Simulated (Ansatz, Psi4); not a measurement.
# A ladder of methods for GaSiH4F (SMILES [F][GaH][SiH3])

The species is GaSiH4F (7 atoms), meant as a singlet with charge 0. SMILES: `[F][GaH][SiH3]`. The coordinates come from a PBE0-D4/def2-TZVP relaxation.

Quantity: the electronic atomisation energy, in eV. The values are calculated. Electronic energies at fixed atoms, without zero-point motion or spin-orbit coupling.

| level | kind | program | value (eV) | CPU time (all runs) |
| --- | --- | --- | --- | --- |
| BLYP/def2-SVP | GGA | Ansatz | 19.56 | 9.8 s |
| B3LYP/def2-SVP | global hybrid | Ansatz | 19.73 | 11 s |
| BHLYP/def2-SVP | global hybrid | Ansatz | 19.39 | 10 s |
| M06-2X/def2-SVP | hybrid meta-GGA | Psi4 | 19.79 | 44 s |
| PBE0/def2-SVP | global hybrid | Ansatz | 19.63 | 9.5 s |
| B2PLYP/def2-SVP | double hybrid | Ansatz | 19.54 | 13 s |
| BCCD(T)/def2-SVP | coupled cluster or CI | Ansatz | 18.96 | 21 s |
| CCSD/def2-SVP | coupled cluster or CI | Ansatz | 18.82 | 13 s |

All-electron rows without a relativistic Hamiltonian named are non-relativistic. Correlated wave functions underbind in double-zeta sets. The values span 18.82 to 19.79 eV. In the correlated wave-function rows the outer d shell of Ga is correlated, in sets not made for it. In so small a basis fixed costs decide the times, and correlated methods can beat functionals. CPU times are rough (shared hosts, several kinds of processor and program).

All six functionals give a larger atomisation energy than either coupled-cluster treatment, but this doesn't show that they overbind. Forming the bonds pairs electrons that are unpaired in the separate atoms, and the short-range correlation of these new pairs needs functions of high angular momentum, which a small basis lacks. Density functionals depend on such functions much less.

Among the functionals, binding doesn't follow the share of exact exchange: B3LYP lies above BLYP, while BHLYP is lowest. A large share removes some of the correlation that semilocal exchange mimics in bonds, which probably explains the low BHLYP value. The perturbative correlation in B2PLYP may recover part of it.

BCCD(T) lies only modestly above CCSD, the direction expected from connected triples, and this suggests that no severe multireference problem affects the energy difference. The total sums strong Ga–F and Si–H bonds with a weaker Ga–Si link, so it doesn't show whether the molecule resists fluorine migration to silicon or loss of SiH3F.
